**Predicting two points of a biaxial strain scan of fcc tantalum**

A crystal of fcc Ta is stretched or compressed by the same strain $e$ along $x$ and $y$ while its length along $z$ is held fixed, in plane-wave PBEsol at zero temperature. Let $E$ be the energy change, $S$ the tensile stress along the pattern and $P$ the pressure, positive in compression.

Fcc Ta (a = 4.220 Å, not relaxed) strained equally along x and y with z fixed, from Ansatz 0.2.0 with PBEsol, scalar-relativistic plane-wave PAW, no spin polarisation, a 420 eV cutoff, a 20×20×20 k mesh and 0.15 eV Gaussian smearing. Free energies are relative to the unstrained cell, the tensile stress is σxx + σyy, and pressure is positive in compression.

| strain | energy change (meV/atom) | tensile stress along pattern (GPa) | pressure (GPa) |
| --- | --- | --- | --- |
| -0.1 | 311.1 | -83.98 | 47.75 |
| -0.075 | 133.9 | -50.23 | 30.00 |
| -0.05 | 32.2 | -25.13 | 15.72 |
| -0.025 | -9.9 | -5.40 | 3.97 |
| 0 | 0.0 | 11.84 | -5.92 |
| 0.025 | 57.8 | 26.54 | -14.10 |
| 0.05 | 157.2 | 38.35 | -20.72 |
| 0.075 | 292.2 | 47.96 | -25.97 |
| 0.0875 | ? | ? | ? |
| 0.1 | ? | ? | ? |

**(a) How is $S$ tied to $E$, and why is $E$ negative at $e=-0.025$?**

*Solution.* Both edges $L_x$ and $L_y$ grow as $1+e$, so the volume is $V=V_0(1+e)^2$ and $dL/L=de/(1+e)$. Since $S$ is the sum of the true stresses $\sigma_{xx}+\sigma_{yy}$, the work is

$$\frac{dE}{de}=\frac{V S}{1+e}=V_0(1+e)\,S ,$$

where $V_0\times 1$ GPa is 117.26 meV. The known rows obey this relation: the integrated stress reproduces the energy steps to 0.09 meV rms, against 7.8 meV if the factor $1+e$ is dropped. The agreement also shows no sign of a jump between neighbouring rows.

In the limit $e\to0$ a relaxed crystal has $S=0$ and a well centred on the origin. This cell was not relaxed and sits under tension, with $S=11.84$ GPa, so $E$ has a linear term. At $e=-0.025$ that term is $117.26\times11.84\times(-0.025)=-34.7$ meV, and the elastic cost of 24.8 meV brings the sum to $-9.9$ meV. The dip is released tension and marks no new phase.

The same term makes stretching look costlier than compression. At $\pm0.075$ it is worth $\pm104$ meV, and without it the order reverses, 188 meV for stretching against 238 meV for compression. The crystal stiffens when squeezed and softens when pulled, as interatomic bonds generally do.

**(b) Split $S$ into a volume part and a shape part, and predict the two open rows.**

*Solution.* The trace of the stress gives $\sigma_{zz}=-3P-S$, and symmetry gives $\sigma_{xx}=S/2$. With $D=\sigma_{zz}-\sigma_{xx}$ it follows exactly that

$$S=-2P-\tfrac23 D .$$

One limit is a fluid, which has no shear stiffness, so that $D=0$ and $S=-2P$. The other is a stable cubic solid at small strain, where $\sigma_{xx}$ changes by $(C_{11}+C_{12})e$ and $\sigma_{zz}$ by $2C_{12}e$. Then $D=-2C'e$ with $C'=(C_{11}-C_{12})/2>0$: the pulled axes carry more tension than the clamped one, and $S$ exceeds $-2P$.

Tantalum does the opposite. At $e=+0.025$ the clamped axis carries 15.8 GPa and each pulled axis 13.3 GPa, and $D$ has the sign of $e$ in every strained known row. Hence $C'$ is negative for this cell under its tension, between $-50$ GPa from the stretched side and $-76$ GPa from the compressed side. The sign is the firm result; the size belongs to this run, and its dependence on k mesh and smearing was not tested.

A negative $C'$ is the known Bain-path instability of tantalum, whose stable form is bcc, when it is placed on an fcc lattice. Only the unstrained row is cubic; the others are tetragonal with $c/a=1/(1+e)$, and stretching moves $c/a$ from 1 towards the bcc value $1/\sqrt2$. The shape part of the work, $-\tfrac23D\,de$, is negative on both sides, and more so under compression, away from bcc ($D=-14.66$ against $5.97$ GPa at $\mp0.075$): fcc sits on a maximum along the tetragonal path. The well in $E$ survives because the bulk stiffness swamps the soft shear: $dS/de=2(C_{11}+C_{12})=4B+\tfrac43C'$ with $B=(C_{11}+2C_{12})/3$, and the central differences give 724 GPa for the first term against $-84$ GPa for the second. A rising energy along this line is therefore no evidence that the crystal is stable.

The symmetry limits also guide the choice of a form for $D$. It vanishes at $e=0$ and again at $c/a=1/\sqrt2$, where the cell is cubic once more, so after its rise it has to bend over. That second zero lies at $e=0.414$, at twice the volume, so it requires a bend somewhere in between but fixes no curvature inside the scan; the bend used here is read from the stretched rows, where the steps of $D$ shrink from 2.49 to 2.14 and 1.34 GPa. The simplest such form is $D=\alpha d+\beta d^2$ with $d=\ln(1+e)$, fitted to the three stretched rows, because the compressed rows lie on the other side of the Bain path. It misses those compressed rows by up to 3.0 GPa, so it is a local description.

For the volume part a third-order Birch–Murnaghan form was fitted to all eight known rows,

$$P=3B_0 f(1+2f)^{5/2}\left[1+\tfrac32(B'-4)f\right],\qquad f=\tfrac12\left[\left(\frac{1+e_0}{1+e}\right)^{4/3}-1\right],$$

with $e_0$ the strain at which $P=0$, $B_0$ an effective bulk modulus and $B'$ its pressure derivative. It holds to 0.11 GPa rms, well above the rounding of 0.005 GPa, and its constants absorb the change of shape, so they are not those of cubic Ta. Both parts are shifted to pass through the row at 0.075 and continued from there, so that the forecast joins the last known row.

Worked for $e=0.1$, a row outside both fits, the model gives $P=-30.24$ and $D=6.91$ GPa, so $S=60.48-4.61=55.87$ GPa. The energy follows from Simpson's rule on $(1+e)S$ over the last step, with the model's midpoint value of 52.11 GPa:

$$E=292.2+117.26\times0.025\times\frac{1.075(47.96)+4(1.0875)(52.11)+1.1(55.87)}{6}=458.2\ \text{meV}.$$

The error bars of $P$ and $D$ add the miss made when 0.075 is predicted from the rows below it (scaled down for the half step to 0.0875), the distance to a parabola through the last three rows, and rounding. The bars of $S$ and $E$ follow from these two, and the energy bar also carries the mismatch of the work identity. The second differences of $S$ are uneven, and the unevenness sits in $D$ rather than in $P$; it may come from Fermi-surface changes or from mesh and smearing; neither was tested.

| | model, 0.0875 | model, 0.1 |
|---|---|---|
| $E$ (meV/atom) | $371.6\pm0.5$ | $458.2\pm2.2$ |
| $S$ (GPa) | $52.1\pm0.6$ | $55.9\pm1.5$ |
| $P$ (GPa) | $-28.2\pm0.2$ | $-30.2\pm0.5$ |
| $D$ (GPa) | $6.5\pm0.3$ | $6.9\pm0.9$ |

In words: no stress maximum and no jump of state up to 0.1, $S$ rising with falling slope, $E$ still convex. $D$ stays positive and flattens, and it is the least secure part.

**(c) Compare with the computed rows. What was hit, what was missed, and is a strength in sight?**

The withheld rows as computed:

| strain | energy change (meV/atom) | tensile stress along pattern (GPa) | pressure (GPa) |
| --- | --- | --- | --- |
| 0.0875 | 371.6 | 52.08 | -28.13 |
| 0.1 | 458.1 | 55.81 | -30.02 |

*Solution.* All values fall inside the model's bars, though those of $E$ and $S$, which add the bars of $P$ and $D$ with no cancellation, were far wider than the misses and so test little. The computed energies differ from the forecast by $+0.03$ and $-0.08$ meV, about the rounding of the table, and the stresses $S$ by $-0.03$ and $-0.06$ GPa. The qualitative forecasts hold as well: $S$ keeps rising, so $(1+e)S$ rises and $E$ stays convex.

The two parts were predicted less well than their sum. At $e=0.1$ the computed $P$ lies 0.22 GPa above the forecast and $D$ lies 0.56 GPa below it. In $S=-2P-\tfrac23D$ these enter as $-0.44$ and $+0.37$ GPa and nearly cancel. At 0.0875 the misses have the same signs, 0.09 and $-0.23$ GPa, and cancel in the same way.

The cancellation has a plain reading: $\sigma_{xx}$ was right and nearly the whole miss sits in $\sigma_{zz}$, which enters both $P$ and $D$ but does no work along the pattern. The clamped axis gains tension more slowly than forecast. $D$ goes from 6.27 to 6.34 GPa over the last step, where the model rose from 6.50 to 6.91. The bend comes sooner than in the fitted quadratic: the step of $D$ falls from 0.30 to 0.07 GPa, so $D$ is nearly flat at 0.1, and only rows beyond it could show whether it turns down. This lies far short of the bcc zero, which therefore does not account for it; the cause was not tested.

Simpler extrapolations give a scale for these misses, though two rows cannot rank the methods. At 0.1 the parabola through the last three rows misses $S$ by 0.44 GPa but $P$ by only 0.17 GPa, slightly better than the Birch–Murnaghan form, as it also is at 0.0875. Those two misses imply one of about $-0.15$ GPa in $D$, also smaller than the model's, so the model's lead in $S$ rests on the cancellation. A single cubic in Eulerian strain, fitted to the eight known energies and not continued from the last row, misses $E$ by 4.1 meV. The row-by-row residuals stand in the output below.

No strength can be read from this scan. The slope $dS/de$ falls from 384 to 298 GPa over the last three steps and is still far from zero. Even a peak would describe a cell held by its clamps: the $z$ face carries $3(30.02)-55.81=34.25$ GPa at $e=0.1$, whereas a free surface carries none. These stresses are therefore not the biaxial response of a film, and with $C'<0$, found here for the cell under tension, an unclamped fcc cell at zero temperature is expected to distort once its cubic symmetry is broken.

Output of the analysis:

```
V0 = 117.26 meV/GPa; rounding: E 0.05 meV, S and P 0.005 GPa, D 0.023 GPa
strain  V/V0   c/a    sxx     szz      D   P-BM  D-quad (GPa; D fit on strain>0)
-0.100 0.810 1.111  -41.99  -59.27 -17.28   0.11  -0.25
-0.075 0.856 1.081  -25.11  -39.77 -14.66  -0.21  -3.00
-0.050 0.902 1.053  -12.56  -22.03  -9.47  -0.05  -2.40
-0.025 0.951 1.026   -2.70   -6.51  -3.81   0.15  -0.62
 0.000 1.000 1.000    5.92    5.92   0.00   0.09   0.00
 0.025 1.051 0.976   13.27   15.76   2.49  -0.02  -0.08
 0.050 1.103 0.952   19.18   23.81   4.63  -0.07   0.08
 0.075 1.156 0.930   23.98   29.95   5.97  -0.00  -0.03
BM: P=0 at strain -0.0159 (18.20 A^3), B0 198 GPa, B' 3.35, rms 0.11 GPa
D = 115 d + (-443) d^2 GPa, d = ln(a/c)
energy step minus work, V0(1+e)S: rms 0.09, worst 0.19 meV; V0 S: rms 7.76 meV
second differences of S (GPa): [-8.65 -5.37 -2.49 -2.54 -2.89 -2.2 ]
S = 0 at strain -0.0175
linear term at +-0.075: 104 meV; removed: 188 (stretch), 238 meV (compression)
central differences: C11 97, C12 223, C' -63, (C11+2C12)/3 181 GPa
one-sided C': compression -76, stretch -50 GPa
parts of S at 0.075: -2P 51.94, -(2/3)D -3.98 GPa
back-test at 0.075, model minus table: P -0.07, D +0.49, S -0.19 GPa
Eulerian cubic on known rows: rms E 1.16 meV, rms S 1.49 GPa
strain 0.0875, c/a 0.920: forecast +- bar | computed | miss | miss/bar
  E meV:  371.57 +- 0.51 |  371.60 | +0.03 | 0.1
  S GPa:   52.11 +- 0.56 |   52.08 | -0.03 | 0.1
  P GPa:  -28.22 +- 0.17 |  -28.13 | +0.09 | 0.6
  D GPa:    6.50 +- 0.34 |    6.27 | -0.23 | 0.7
  local parabola miss: E +0.16 meV, S +0.14, P -0.05 GPa
  Eulerian cubic miss: E +2.15 meV, S +1.05 GPa
strain 0.1, c/a 0.909: forecast +- bar | computed | miss | miss/bar
  E meV:  458.18 +- 2.18 |  458.10 | -0.08 | 0.0
  S GPa:   55.87 +- 1.53 |   55.81 | -0.06 | 0.0
  P GPa:  -30.24 +- 0.46 |  -30.02 | +0.22 | 0.5
  D GPa:    6.91 +- 0.92 |    6.34 | -0.56 | 0.6
  local parabola miss: E +0.56 meV, S +0.44, P -0.17 GPa
  Eulerian cubic miss: E +4.11 meV, S +1.46 GPa
dS/de over last steps, model (GPa): [387. 332. 300.]
dS/de over last steps, computed (GPa): [384. 330. 298.]
```
